**Energy-loss function of diamond up to 30 eV: onset, bounds and plasmon estimate**

The table holds the optical-limit loss function $\mathrm{Im}(-1/\varepsilon)$ of diamond at 30 energies, from a Yambo RPA calculation (Hartree kernel on LDA states, 14×14×14 mesh, 29 bands, 0.2 eV damping). The program compares the onset with the indirect and direct gaps, applies the bound $L\le 1/|\varepsilon|$, sets the dips against rounding and row spacing, and evaluates the parameter-free free-electron plasma energy and two sum rules. The largest ratio between neighbouring rows straddles the direct gap of 5.56 eV, the loss near the 11 eV absorption peak is close to the cap of 0.051, and $|\varepsilon|<1$ holds from row 26 on. The plasma estimate of 31.19 eV lies beyond the window, which holds only 19 % and 41 % of the two sum rules. Local fields lower the static dielectric constant by 2.5 %.

Yambo 5.3.0, RPA loss function of diamond (Hartree kernel, optical limit, field direction xy) on Quantum ESPRESSO LDA states without quasiparticle correction. PseudoDojo 0.4.1 SR LDA standard potentials, wave cutoff 1115.67 eV, 14×14×14 k-mesh, 29 bands, screening block 2 Ry, damping 0.2 eV.

## Script

```python
# Table: loss function Im(-1/eps) of diamond, optical limit, Yambo RPA (Hartree kernel) on LDA states, 14^3 mesh.
# Tested: onset against the gaps, bound L <= 1/|eps|, dips against rounding and sampling,
# free-electron plasma energy (no fitted parameter) and the share of two sum rules inside the window.
T = {
    'row': [1, 2, 3, 4, 5, 6, 7, 8, 9, 10, 11, 12, 13, 14, 15, 16, 17, 18, 19, 20, 21, 22, 23, 24, 25, 26, 27, 28, 29, 30],
    'loss_function': [0.003, 0.003, 0.003, 0.003, 0.004, 0.006, 0.025, 0.043, 0.052, 0.044, 0.044, 0.055, 0.058, 0.158, 0.167, 0.128, 0.201, 0.287, 0.243, 0.246, 0.59, 0.659, 0.742, 0.946, 0.977, 1.068, 1.13, 1.527, 1.566, 1.701],
    'loss_energy': [0.0, 1.055, 1.96, 3.015, 4.07, 5.126, 6.03, 7.085, 8.141, 9.196, 10.1, 11.16, 12.21, 13.27, 14.17, 15.23, 16.28, 17.34, 18.24, 19.3, 20.35, 21.41, 22.31, 23.37, 24.42, 25.48, 26.38, 27.44, 28.49, 29.55],  # eV
}
import numpy as np
from scipy import constants as c
from scipy.integrate import trapezoid
E = np.array(T['loss_energy'], float); L = np.array(T['loss_function'], float)
r = [int(x) for x in T['row']]
# further outputs and cell of the same run
gi, gd, Ea, Ha, e0, e0i = 4.138392, 5.559659, 11.00503, 19.57968, 5.779857, 5.927617
eta, Emax, ns, blk, nel = 0.2, 30.0, 200, 2.0, 8
A = np.array([[0, 1.783, 1.783], [1.783, 0, 1.783], [1.783, 1.783, 0]])
u = 0.0005; dE = np.diff(E); dL = np.diff(L); st = Emax/(ns-1)
print(f"run step {st:.4f} eV; {len(E)} of {ns} points; row spacing {dE.min():.2f}-{dE.max():.2f} eV, mean {dE.mean():.2f} eV")
print(f"mean row spacing = {dE.mean()/st:.1f} run steps = {dE.mean()/eta:.1f} x damping; last row {Emax-E[-1]:.2f} eV below window end")
print(f"indirect gap {gi:.3f} eV, direct gap {gd:.3f} eV, difference {gd-gi:.3f} eV")
b = E < gd
print(f"rows below direct gap: {b.sum()}, loss {L[b].min():.3f}-{L[b].max():.3f}")
q = L[1:]/L[:-1]
for i in np.argsort(-q)[:3]:
    print(f"large ratio: row {r[i]}->{r[i+1]} ({E[i]:.2f}->{E[i+1]:.2f} eV) x{q[i]:.2f}")
for i in np.argsort(-dL)[:3]:
    print(f"large rise: row {r[i]}->{r[i+1]} ({E[i]:.2f}->{E[i+1]:.2f} eV) +{dL[i]:.3f}")
for i in np.where(dL < 0)[0]:
    print(f"drop: row {r[i]}->{r[i+1]} {dL[i]:.3f} ({100*dL[i]/L[i]:.0f} %), {abs(dL[i])/(2*u):.0f} x rounding limit {2*u:.3f} of a difference")
for i in (0, 6, 11, 20, 29):
    print(f"rounding +-{u} is {100*u/L[i]:.2f} % of loss {L[i]:.3f} in row {r[i]}")
lo, mid, hi = [(L[0]+s*u)*e0**2 for s in (-1, 0, 1)]
print(f"Im eps at 0 eV implied by row 1 (L x eps0^2): {mid:.3f}, range {lo:.3f}-{hi:.3f}")
print(f"that / (eps0-1): {mid/(e0-1):.3f}, range {lo/(e0-1):.3f}-{hi/(e0-1):.3f}; damping / absorption peak energy {eta/Ea:.3f}")
Li = np.interp(Ea, E, L)
print(f"absorption peak {Ea:.3f} eV, height {Ha:.2f}: upper bound on loss 1/height = {1/Ha:.4f}")
print(f"rows 11, 12: {L[10]:.3f}, {L[11]:.3f}; linear interpolation {Li:.4f}, {100*(Li*Ha-1):+.1f} % against the bound")
for i in (11, 13, 20, 25, 29):
    print(f"row {r[i]} ({E[i]:.2f} eV): |eps| and Im eps at most 1/L = {1/L[i]:.3f}")
print(f"absorption peak height / bound on Im eps in row 30: {Ha*L[-1]:.1f}")
print(f"first row with loss above 1: row {r[int(np.argmax(L > 1))]}; rows above 1: {(L > 1).sum()}")
print(f"loss row 30 / row 12: {L[-1]/L[11]:.1f}; slope rows 29-30: {dL[-1]/dE[-1]:.3f} per eV")
V = abs(np.linalg.det(A)); n = nel/V
Ep = c.hbar*np.sqrt(n*1e30*c.e**2/(c.epsilon_0*c.m_e))/c.e
print(f"cell volume {V:.3f} A^3, valence density {n:.4f} per A^3, free-electron plasma energy {Ep:.2f} eV")
print(f"that lies {Ep-E[-1]:.2f} eV above row 30 and {Ep-Emax:.2f} eV above the window end")
print(f"1 % larger volume shifts it by {Ep*(1.01**-0.5-1):.2f} eV")
S1 = trapezoid(E*L, E); F = np.pi/2*Ep**2; h = E > 20
print(f"integral of E x L: {S1:.0f} eV^2 = {100*S1/F:.0f} % of (pi/2) Ep^2 = {F:.0f} eV^2")
print(f"share of that integral from rows 21-30: {100*trapezoid((E*L)[h], E[h])/S1:.0f} %")
S2 = 2/np.pi*trapezoid(L[~b]/E[~b], E[~b])
print(f"(2/pi) integral of L/E, rows above direct gap: {S2:.3f} = {100*S2/(1-1/e0):.0f} % of 1-1/eps0 = {1-1/e0:.3f}")
print(f"static eps {e0:.3f} with local fields, {e0i:.3f} without: {e0-e0i:+.3f} ({100*(e0/e0i-1):+.1f} %)")
G = np.linalg.norm(2*np.pi*np.linalg.inv(A).T[0])*c.physical_constants['Bohr radius'][0]*1e10
print(f"first nonzero G shell {G**2:.2f} Ry; screening block {blk:.1f} Ry")
k = int(np.argmax(q))
assert E[k] < gd < E[k+1]
assert np.all(dL[19:] > 0) and np.argmax(L) == len(L)-1
assert Ep > Emax and S1 < 0.5*F
assert e0 < e0i
```

Printed output:

```
run step 0.1508 eV; 30 of 200 points; row spacing 0.90-1.06 eV, mean 1.02 eV
mean row spacing = 6.8 run steps = 5.1 x damping; last row 0.45 eV below window end
indirect gap 4.138 eV, direct gap 5.560 eV, difference 1.421 eV
rows below direct gap: 6, loss 0.003-0.006
large ratio: row 6->7 (5.13->6.03 eV) x4.17
large ratio: row 13->14 (12.21->13.27 eV) x2.72
large ratio: row 20->21 (19.30->20.35 eV) x2.40
large rise: row 27->28 (26.38->27.44 eV) +0.397
large rise: row 20->21 (19.30->20.35 eV) +0.344
large rise: row 23->24 (22.31->23.37 eV) +0.204
drop: row 9->10 -0.008 (-15 %), 8 x rounding limit 0.001 of a difference
drop: row 15->16 -0.039 (-23 %), 39 x rounding limit 0.001 of a difference
drop: row 18->19 -0.044 (-15 %), 44 x rounding limit 0.001 of a difference
rounding +-0.0005 is 16.67 % of loss 0.003 in row 1
rounding +-0.0005 is 2.00 % of loss 0.025 in row 7
rounding +-0.0005 is 0.91 % of loss 0.055 in row 12
rounding +-0.0005 is 0.08 % of loss 0.590 in row 21
rounding +-0.0005 is 0.03 % of loss 1.701 in row 30
Im eps at 0 eV implied by row 1 (L x eps0^2): 0.100, range 0.084-0.117
that / (eps0-1): 0.021, range 0.017-0.024; damping / absorption peak energy 0.018
absorption peak 11.005 eV, height 19.58: upper bound on loss 1/height = 0.0511
rows 11, 12: 0.044, 0.055; linear interpolation 0.0534, +4.5 % against the bound
row 12 (11.16 eV): |eps| and Im eps at most 1/L = 18.182
row 14 (13.27 eV): |eps| and Im eps at most 1/L = 6.329
row 21 (20.35 eV): |eps| and Im eps at most 1/L = 1.695
row 26 (25.48 eV): |eps| and Im eps at most 1/L = 0.936
row 30 (29.55 eV): |eps| and Im eps at most 1/L = 0.588
absorption peak height / bound on Im eps in row 30: 33.3
first row with loss above 1: row 26; rows above 1: 5
loss row 30 / row 12: 30.9; slope rows 29-30: 0.127 per eV
cell volume 11.337 A^3, valence density 0.7057 per A^3, free-electron plasma energy 31.19 eV
that lies 1.64 eV above row 30 and 1.19 eV above the window end
1 % larger volume shifts it by -0.15 eV
integral of E x L: 292 eV^2 = 19 % of (pi/2) Ep^2 = 1528 eV^2
share of that integral from rows 21-30: 88 %
(2/pi) integral of L/E, rows above direct gap: 0.338 = 41 % of 1-1/eps0 = 0.827
static eps 5.780 with local fields, 5.928 without: -0.148 (-2.5 %)
first nonzero G shell 2.61 Ry; screening block 2.0 Ry
```
